**Q:** I am comparing ways to compute the vertical ionisation energy of phosphine, the cost of removing one electron while the atoms stay put. Five demanding methods, from CCSD(T) to released AFQMC, all come out about 150 meV too low. Do they all leave out the same high excitations?

Ansatz 0.2.0 and afq 1 (own AFQMC program): vertical ionisation energy of PH3, from the neutral singlet (RHF determinant) to the cation doublet (UHF), at the PBE0/def2-SVP geometry. The basis is def2-TZVP unless marked CBS, with cores frozen in the correlated levels; the best estimate is CCSD(T) at the basis limit plus the step to CCSDT(Q).

```
         level  this level less the best estimate at the basis limit (meV)  statistical noise, one standard error (meV)
            HF                                                     -1177.0                                        0.000
           MP2                                                      -235.0                                        0.000
          CCSD                                                      -193.0                                        0.000
       CCSD(T)                                                      -147.0                                        0.000
         CCSDT                                                      -150.0                                        0.000
      CCSDT(Q)                                                      -147.0                                        0.000
 ph-AFQMC/CISD                                                      -148.0                                        3.000
released AFQMC                                                      -149.0                                        3.000
        HF/CBS                                                     -1186.0                                        0.000
       MP2/CBS                                                       -68.0                                        0.000
   CCSD(T)/CBS                                                        -1.0                                        0.000
           PBE                                                      -152.0                                        0.000
        r2SCAN                                                      -193.0                                        0.000
          PBE0                                                      -152.0                                        0.000
         B3LYP                                                       -43.0                                        0.000
       wB97M-V                                                       -48.0                                        0.000
        B2PLYP                                                      -155.0                                        0.000
```

**A:** If that were so, the error should shrink as you climb. Follow CCSD(T) at −147 meV: iterating the triples and then adding quadruples, as CCSDT(Q) does, brings you back to −147 meV. Released AFQMC, which frees its walkers from the constraint that biases the phaseless form, agrees within its noise of 3 meV. Agreement to within a few tens of meV was a condition for using such a reference, so this is no general test of AFQMC. Here, though, two very different routes arrive at the same answer, and higher excitations do not explain the offset.

**Q:** Then what do the five share?

**A:** The def2-TZVP basis, which every row uses unless it is marked CBS, for the basis limit. Take CCSD(T) to that limit, extrapolated from def2-TZVPP and def2-QZVPP, and its ionisation energy rises by 146 meV. The final error of −1 meV is no independent success, because the best estimate is itself built on that row. The rise is the evidence: the method stays the same, only the basis changes, and nearly the whole offset goes.

**Q:** Why would a better basis raise the ionisation energy? I thought it lowered every energy.

**A:** It lowers the neutral more than the cation. Electrons avoid one another, and the wave function has a sharp crease where two of opposite spin meet. Products of smooth orbitals reproduce that crease only slowly, as more functions are added, both more of each kind and of higher angular momentum. The neutral has eight valence electrons and so 28 pairs, 16 of them with opposite spins; the cation has seven electrons and 21 pairs, 12 of them with opposite spins. A small basis therefore leaves the neutral too high by more than the cation, and the ionisation energy comes out too low.

**Q:** Can I see in the table that the pairs are to blame, and not the orbitals themselves?

**A:** Compare with HF, where each electron feels only the average field of the others. Its ionisation energy moves by just −9 meV on the way to the limit, so for this energy difference the orbitals were already good enough. HF remains more than 1 eV too low in either basis, since it leaves out the correlation energy that is lost when the electron goes. CCSD(T) in def2-TZVP recovers about 87% of that contribution, and the missing 155 meV, less the 9 meV by which HF moves the other way, makes up the basis step of 146 meV.

**Q:** If the basis error belongs to the pairs, could a cheaper method that also treats pairs supply the correction?

**A:** That is a fair test of the picture. Assume that the basis and the method contribute separately, and add the basis step of MP2 to CCSD(T) in the small basis:

$$-147 + [-68 - (-235)] = +20\ \text{meV}.$$

Nothing is fitted, and the error shrinks from −147 to +20 meV. The sum overshoots CCSD(T) at the limit by 21 meV because MP2 exaggerates the basis step, probably since it correlates each pair as if the others did not respond. The analysis printed below also tries a version in which MP2 and CCSD(T) recover equal fractions of the correlation part, and that does less well.

**Q:** PBE is off by −152 meV in the same basis. Is that the same error again?

**A:** The number is nearly the same, but theory argues against the same cause. PBE takes its correlation energy from the density and does not have to build the crease out of empty orbitals. Its basis error should therefore resemble the small one of HF, which would make most of the −152 meV a fault of the functional. I have not tested that with PBE in a larger basis.

**Q:** Then it must be self-interaction, and some exact exchange would cure it.

**A:** PBE0 replaces a quarter of PBE's exchange by exact exchange, and the error stays at −152 meV. The exchange does act, but you see it in the highest occupied level. Read as an ionisation energy, that level is 3.95 eV too low in PBE and 2.77 eV too low in PBE0. The level measures the cost of removing the first sliver of an electron, which self-interaction makes too small. Towards the end of the removal theory expects the cost to be too large instead. The difference of two total energies averages over the whole removal, so much of the error cancels.

**Q:** So what should I improve first?

**A:** For the wave-function methods that include correlation, the basis. MP2 at the limit, at −68 meV, lies closer to the best estimate than CCSDT(Q) does in def2-TZVP. B3LYP and wB97M-V land closer still, at −43 and −48 meV, but one molecule cannot tell merit from a lucky cancellation, for them or for MP2.

Printed output of the fit:

```
HF less CCSDT(Q), both def2-TZVP, meV: -1030
MP2 less CCSDT(Q), both def2-TZVP, meV: -88
CCSD less CCSDT(Q), both def2-TZVP, meV: -46
CCSD(T) less CCSDT(Q), both def2-TZVP, meV: 0
CCSDT less CCSDT(Q), both def2-TZVP, meV: -3
phaseless AFQMC less CCSDT(Q), both def2-TZVP, meV: -1
released AFQMC less CCSDT(Q), both def2-TZVP, meV: -2
step from def2-TZVP to the basis limit in HF, meV: -9
step from def2-TZVP to the basis limit in MP2, meV: 167
step from def2-TZVP to the basis limit in CCSD(T), meV: 146
correlation part of the CCSD(T) basis step, meV: 155
share of the CCSD(T) correlation part of the gap found in def2-TZVP, percent: 86.92
additive model, CCSD(T) in def2-TZVP plus MP2 basis step, error against best estimate, meV: 20
additive model less CCSD(T) at the limit, meV: 21
equal-fraction model less CCSD(T) at the limit, meV: 37.44
correlation energy of the neutral, CCSDT(Q), eV: 5.351
pair-count estimate of correlation lost on ionisation, 7 of 28 pairs, eV: 1.338
correlation part of the gap, CCSDT(Q) less HF, eV: 1.03
CCSD error in the neutral and, next line, implied in the cation, meV: 197.7
CCSD error implied in the cation, meV: 151.7
CCSD(T) error in the neutral, meV: 29.69
PBE0 less PBE, gap from total energies, meV: 0
best estimate less PBE ionisation energy read from the highest occupied level, eV: 3.952
best estimate less PBE0 ionisation energy read from the highest occupied level, eV: 2.774
```
